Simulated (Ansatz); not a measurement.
# Y: the change of pressure with volume per atom

Results calculated with Ansatz 0.2.0, not measured. Periodic Kohn-Sham DFT of a crystal at fixed atoms; pressure and stress are positive in compression; the energy is the free energy less that of spherical unpolarised free atoms; site moments are those in the method's own spheres, positive along +z.

Cell of the first row (space group P6_3/mmc, No. 194):
```
CELL_PARAMETERS angstrom
3.57700 0.00000 0.00000
-1.78850 3.09770 0.00000
0.00000 0.00000 5.63010
ATOMIC_POSITIONS crystal
Y 0.33333 0.66667 0.25000
Y 0.66667 0.33333 0.75000
```

Settings of every row: method frozen-core PAW; functional LDA; relativity scalar; k mesh 12x12x7; filling fermi-dirac; smearing width 0.08 eV; wave cutoff 420 eV; paw set soft_2.

Atom start moment: 0 on all atoms.

Limits: PAW files made with PBE.

```csv
row,volume per atom (Å³),pressure (GPa)
1,31.192,-1.677
2,31.856,?
3,32.519,-3.229
4,32.851,-3.577
5,33.183,-3.911
6,33.515,-4.23
7,33.847,-4.536
8,34.51,-5.108
9,35.174,-5.631
```

Question: what pressure should row 2 give?

Worked fit of pressure. Take u = (V_r/V)^(2/3) − 1 with V_r = 33.349 Å³ an atom, which is twice the finite (Eulerian) strain; such expansions in the strain, on which the Birch-Murnaghan equation of state is built, carry the rest volume and the bulk modulus. The shown rows have u = 0.04559, 0.01694, 0.01008, 0.00333, -0.0033, -0.00983, -0.02256, -0.0349. Least squares give pressure = −4.0723 + 48.138 × u + 98.28 × u² − 38 × u³ GPa; a parabola predicts inner rows, each left out in turn, worse (root mean square 0.00057 against 0.00019 GPa). All shown rows lie on it to the printed digit. The withheld row has u = 0.03101, so the fit gives −4.0723 + 48.138 × (0.03101) + 98.28 × (0.03101)² − 38 × (0.03101)³ = -2.486 GPa.

The calculation gave -2.486 GPa. The fit meets it to the printed digit.
